**Which level of theory the ionisation energies of Kr⁴⁺ to Kr¹⁴⁺ need**

A $3d$ shell has ten spin-orbitals, so an electron's partner has the same spin in 4 cases out of 9. An average over the configuration gives every pair that chance, while the Hund ground term makes as many pairs parallel as the shell allows. In these ions a parallel $3d$ pair lies about 3 eV below an antiparallel one, and an ionisation can break up to about two parallel pairs more or fewer than the average supposes. The averaging therefore misplaces the open-shell $3d$ ionisation energies of this table by 3 to 7 eV, with a sign that turns over at the half-filled shell.

The other steps between levels have these sizes. Orbital relaxation is worth 0.1 to 0.3 eV when a $4s$ or $4p$ electron leaves and 2 to 4 eV when a $3d$ electron leaves. Spin-orbit coupling in $3d$ is worth up to about 1 eV, and the scalar relativity that no level here contains should be no smaller, to judge by Darwin changes of 0.95 to 1.53 eV in those rows. What non-relativistic Hartree-Fock lacks altogether for $4s$ and $4p$ comes to between 1.4 and 3.8 eV. The ionisation energies themselves run from about 60 to 490 eV, so all of this is a matter of a few per cent at most.

Ionisation energies (IE) of Kr⁴⁺ to Kr¹⁴⁺, computed with B-spline radial code 1 for a spherical atom at the basis-set limit: non-relativistic Hartree-Fock, averaged over the configuration, with a point nucleus. IE by ΔSCF is the difference of two self-consistent energies, and ε is the parent's orbital energy. NIST values run from ground level to ground level.

```tsv
species	Z	charge (e)	electrons	configuration	ion's configuration	IE by ΔSCF (eV)	−ε of the shell that loses the electron (eV)	−ε less IE by ΔSCF (eV)	NIST table (eV)	kind of table value	stated uncertainty (eV)
Kr4+	36	4	32	[Ar] 3d10 4s2 4p2	[Ar] 3d10 4s2 4p1	62.3031	62.6281	0.325	64.69	semi-empirical	0.2
Kr5+	36	5	31	[Ar] 3d10 4s2 4p1	[Ar] 3d10 4s2	76.5836	76.7955	0.212	78.49	semi-empirical	0.2
Kr6+	36	6	30	[Ar] 3d10 4s2	[Ar] 3d10 4s1	105.380	105.582	0.202	109.13	theory	0.05
Kr7+	36	7	29	[Ar] 3d10 4s1	[Ar] 3d10	122.811	122.916	0.105	125.802	measured	0.003
Kr8+	36	8	28	[Ar] 3d10	[Ar] 3d9	233.158	237.063	3.905	233	semi-empirical	0.7
Kr9+	36	9	27	[Ar] 3d9	[Ar] 3d8	271.501	275.111	3.610	268	theory	3
Kr10+	36	10	26	[Ar] 3d8	[Ar] 3d7	311.637	314.965	3.327	308	theory	3
Kr11+	36	11	25	[Ar] 3d7	[Ar] 3d6	353.525	356.580	3.054	350	theory	3
Kr12+	36	12	24	[Ar] 3d6	[Ar] 3d5	397.131	399.920	2.789	391	theory	4
Kr13+	36	13	23	[Ar] 3d5	[Ar] 3d4	442.426	444.955	2.529	446	theory	3
Kr14+	36	14	22	[Ar] 3d4	[Ar] 3d3	489.386	491.660	2.274	492	theory	5
```

IE by ΔSCF is the self-consistent energy of the ion less that of the parent species. The quantity $-\varepsilon$ is the orbital energy of the emptied shell with its sign reversed, which equals the removal energy when the parent's orbitals are frozen (Koopmans' theorem, here for the configuration average). The frozen ion cannot lie below the relaxed one, so the column "−ε less IE by ΔSCF" is the relaxation energy, and its positive sign is built into the method. Errors below are level less NIST table.

**Kr⁴⁺ to Kr⁷⁺: the cheap refinements miss the main error**

Kr⁷⁺ is the only row with a measured reference, 125.802 eV. ΔSCF gives 122.811 eV, too low by 2.99 eV or 2.4 % of the measured value, which is about a thousand times the stated uncertainty. The second SCF run changed the answer by only 0.105 eV, and moved it away from the measurement. The error is 28 times the relaxation, so the choice between $-\varepsilon$ and ΔSCF hardly matters here.

The relaxation is small because the $4s$ electron lies outside the electrons that remain. In Kr⁶⁺ the same calculation puts its mean radius at 1.41 bohr, against 0.54 bohr for each of $3s$, $3p$ and $3d$. A charged shell makes a nearly constant potential in its interior, and a constant shifts orbital energies without reshaping orbitals. The $3d$–$3d$ repulsion integral $F^0$, which grows as the shell contracts, bears this out: it moves only from 45.89 to 46.09 eV when Kr⁷⁺ is ionised. Up the stretch, the relaxation rises with the number of $n=4$ electrons left behind, to 0.325 eV for Kr⁴⁺. The steps are uneven, and the step from Kr⁷⁺ to Kr⁶⁺ crosses the closing of $4s$ over closed $s$ shells, where a single orbital energy can shift by convention, so no law is drawn from these four values.

Kr⁷⁺ and its ion have one term each and no spin-orbit splitting, which leaves relativity and correlation. Both act in the needed direction by standard arguments: relativity binds a penetrating $s$ electron more tightly, and the parent has more correlated pairs than the ion. The numbers fix only a scale. The first-order Darwin energy drops by 3.01 eV when the $4s$ electron leaves. Taken alone this would lower the IE, but for $s$ electrons the mass-velocity term has the opposite sign and is larger, and in a hydrogen-like ion the sum is comparable to the Darwin term with reversed sign. Relativity should thus raise the IE by something of the order of electronvolts. That 3.01 nearly equals 2.99 is no evidence that it supplies the whole gap.

Kr⁶⁺ has the largest error of the stretch, −3.75 eV against a theoretical reference, although its Darwin change is smaller in size, 2.61 eV. The natural reading is the near-degeneracy mixing of $4s^2$ with $4p^2$, which lowers the parent and has no counterpart in the $4s^1$ ion; this is argued from theory and not separated by the data. Kr⁴⁺ is the one row here with a term shift: $^3P$ lies $\tfrac{3}{25}F^2$ below the $4p^2$ average, and with $F^2 = 8.12$ eV the IE rises by 0.97 eV and the error shrinks from −2.39 to −1.41 eV. No spin-orbit shift was applied to the $4p$ rows. In first order it would raise Kr⁵⁺ by the $4p$ spin-orbit constant, since $^2P_{1/2}$ lies below the average and the ion is closed, and it would nearly cancel in Kr⁴⁺, where both ends are lowered alike.

In all four rows $-\varepsilon$ is nearer to NIST than ΔSCF, with mean absolute errors of 2.55 and 2.76 eV. The neglected relaxation happens to point the same way as the missing physics and covers a small part of it.

**Kr⁸⁺: where the second SCF run pays**

The jump of 110 eV from Kr⁷⁺ to Kr⁸⁺ is a change of shell, from $4s$ to $3d$, and ΔSCF gets it to within 3.1 eV (NIST has 107 eV), while $-\varepsilon$ overshoots it by 6.9 eV. The relaxation grows by a factor of 37, to 3.905 eV. The hole now opens at the same radius as the nine $3d$ and eight $3s$ and $3p$ electrons that stay, and they contract: $F^0$ goes from 46.09 to 47.37 eV. In second order each spectator gains roughly the square of the change of potential divided by an excitation energy, and the gains add.

That suggests a line in the number of remaining $3d$ electrons. A least-squares fit to the seven rows Kr⁸⁺ to Kr¹⁴⁺, with $n_d$ the $3d$ occupation of the parent, gives

$$-\varepsilon-\mathrm{IE} \approx 1.44 + 0.271\,(n_d-1)\ \mathrm{eV}.$$

The largest residual is 0.022 eV, small but far above the 0.0005 eV to which the column is rounded, and the residuals curve smoothly, as expected if the orbitals stiffen with growing charge. Kr¹⁵⁺, outside the fit, was computed in the same way: $540.012-537.990 = 2.02$ eV, where the line gives $1.443+2\times0.271 = 1.99$ eV. The intercept is an extrapolation across that curvature and says only that a part of order 1 eV does not depend on the $3d$ count, as contraction of $3s$ and $3p$ would require.

For Kr⁸⁺, $-\varepsilon$ is 4.06 eV too high and ΔSCF lands within 0.16 eV of a semi-empirical value uncertain by 0.7 eV. The agreement does not make the missing effects small. The first-order spin-orbit shift alone is −0.55 eV, because the $3d^9$ ion drops to $^2D_{5/2}$. The Darwin energy rises by 0.95 eV on ionisation, opposite in sign to the $4s$ rows; a $3d$ electron has no density at the nucleus, so this shows the $s$ shells, chiefly $3s$, contracting. This indirect effect should outweigh the direct mass-velocity binding of the $3d$ electron, so the ion is the more strongly stabilised by relativity, which lowers the IE, while correlation raises it. Partial cancellation of the two is the likely reason for the agreement.

**Kr⁹⁺ to Kr¹²⁺: ionising towards the half-filled shell**

ΔSCF is too high by 3.5 to 3.6 eV in three rows and by 6.13 eV for Kr¹²⁺. The counting argument accounts for this without a fitted constant. Let $F^0$, $F^2$, $F^4$ be the Slater integrals of the $3d$ shell. Summing the angular coefficients shows that an antiparallel pair costs $F^0$ on average and a parallel pair $F^0-K$, with $K=(F^2+F^4)/14$. The configuration average charges each pair $F^0-\tfrac49K$. A high-spin state with $P$ parallel pairs among $n$ electrons thus lies below the average by

$$S_n = K\left[P-\tfrac49\,\tfrac{n(n-1)}{2}\right],$$

and the IE between ground terms is the ΔSCF value plus $S_{\text{parent}}-S_{\text{ion}}$. The formula is exact in this model for $d^4$, $d^5$ and $d^6$, whose high-spin state is a single term. For $d^2$, $d^3$, $d^7$ and $d^8$ the $F$ term gains a further amount from the second Hund rule, and the shifts quoted include it, having been evaluated from the determinant with the largest spin and orbital projections.

Kr¹²⁺ goes from $3d^6$ to $3d^5$. The parent has $F^2=25.48$ and $F^4=16.26$ eV, so $K=41.74/14=2.981$ eV; it has $P=10$ against an average of $15\times\tfrac49=6.667$, and $S_6=3.333\times2.981=9.94$ eV. The ion has $F^2=26.21$ and $F^4=16.76$ eV, so $K=42.97/14=3.069$ eV; again $P=10$, now against 4.444, and $S_5=5.556\times3.069=17.05$ eV. The shift is $9.94-17.05=-7.11$ eV and the IE becomes $397.13-7.11=390.0$ eV, against 391 with an uncertainty of 4. The electron that leaves is the lone minority-spin one and breaks no parallel pair, whereas the average charges it for 2.2.

By spin counting alone the shift would shrink steadily towards $3d^{10}$. The orbital gain of the $F$ terms flattens it: Kr⁹⁺ ends on an $F$ term and Kr¹¹⁺ starts from one, and the three shifts come out at −2.98, −3.31 and −3.65 eV, matching the flat run of errors. In this stretch $-\varepsilon$ is the worst level, since neglected relaxation and neglected term structure add; for Kr¹²⁺ the error reaches 8.92 eV.

**Kr¹³⁺ and Kr¹⁴⁺: the sign turns, and −ε looks good by accident**

Kr¹³⁺ starts from $3d^5$ and breaks four parallel pairs. With $K=(26.93+17.25)/14=3.156$ eV for the $3d^4$ ion, $S_4=3.333\times3.156=10.52$ eV and the shift is $17.05-10.52=+6.53$ eV. The averaged IEs climb in smooth steps, 43.6 eV into Kr¹²⁺ and 45.3 eV into Kr¹³⁺, where NIST has 41 and 55 eV. The term shift restores the break, with 40.1 and 58.9 eV, and overshoots it: the error of Kr¹³⁺ goes from −3.57 to +2.96 eV, the worst of the $3d$ rows at this level.

Spin-orbit coupling takes back part of it. In first order the lowest level lies $\zeta L/2$ below its term above half filling and $\zeta(L+1)/2$ below it under half filling, with $L$ the orbital quantum number of the term and $\zeta$ the $3d$ spin-orbit constant. $\zeta$ was taken from a parabola in the occupation through the computed values for $3d^{10}$ (from Kr⁶⁺, which still holds its $4s$ pair), $3d^8$ and $3d^5$, so it is extrapolated for $3d^4$ and $3d^3$, and it runs from 0.55 to 0.75 eV. For Kr¹³⁺ the shift is −1.08 eV and the error falls to 1.87 eV. Mixing between terms is left out; it lowers the $3d^4$ level more than the $3d^5$ one, so this shift is somewhat too small in size. A straight-line fit of NIST less ΔSCF against the shift over the seven $3d$ rows has slope 0.77 for the term shift and 0.86 with spin-orbit coupling added. A slope below one is what correlation should cause, since it screens the Slater integrals, but seven references this uncertain cannot establish it: a good part of the shortfall comes from Kr¹³⁺ alone, and the table does not say how much correlation the theoretical references hold.

Here $-\varepsilon$ misses by only −1.05 and −0.34 eV, because the omitted relaxation now stands in for the positive term shift. The same level fails by 4 to 9 eV in the five rows above. For a $3d^3$ parent the shift should still be positive, and in keeping with this ΔSCF for Kr¹⁵⁺ is 2.01 eV below its tabulated theoretical value of 540 eV, though inside the uncertainty of 3 eV.

Over the seven $3d$ rows the mean absolute error runs 5.00, 3.31, 0.85 and 0.52 eV for $-\varepsilon$, ΔSCF, ΔSCF with terms, and with spin-orbit coupling as well. A constant offset cannot do this work: the best one, −1.54 eV, lowers the rms error only from 3.69 to 3.35 eV. The term step is therefore shown by the numbers, through a pattern of signs and sizes. The last step is not. Six of the seven references are themselves theory, uncertain by 3 to 5 eV, all seven are given in whole electronvolts, and the spin-orbit shift enlarges the error slightly for Kr⁸⁺ and Kr¹¹⁺. Remainders inside the stated uncertainties carry no meaning.

**Level against purpose**

For shell structure or energies to 4 % of the NIST value, one SCF run is enough. The worst $-\varepsilon$ row is Kr⁶⁺, at $3.55/109.13=3.3$ %, and the worst ΔSCF row is Kr⁴⁺, at 3.7 %.

For a few electronvolts in the $3d$ rows, ΔSCF with the term shift is the level to use: it brings all seven rows inside the stated uncertainty, Kr¹³⁺ only just, against two for $-\varepsilon$ and two for plain ΔSCF. It costs two SCF runs for one IE, or twelve for the eleven rows, since each ion is the next parent, and the shift is arithmetic on integrals that the runs already yield, with the orbitals not re-optimised for the term. A target of 1 eV requires the spin-orbit shift too, at no further run, because theory puts it at that size next to $3d^5$; that is not enough by itself, since the missing scalar relativity and correlation are each of that size or larger and of opposite sign. The small remainders rest on their cancellation, adding relativity without correlation can make a row worse, and these references cannot confirm that the target is met.

For the $4s$ and $4p$ rows no level here comes within the stated uncertainty in any row, and the term shift moves the mean absolute error only from 2.76 to 2.51 eV. The basis is at its limit, so the remedy is a relativistic Hamiltonian, whose scalar part matters mainly where a penetrating $4s$ electron leaves and far less for $4p$, together with correlation. The first should cost a modest factor in a radial calculation, from two components per orbital and shells split by total angular momentum. The second is the expensive step, since the pairs between the outer electron and the $3d^{10}$ core have to be included and the work grows as a high power of the number of correlated orbitals.
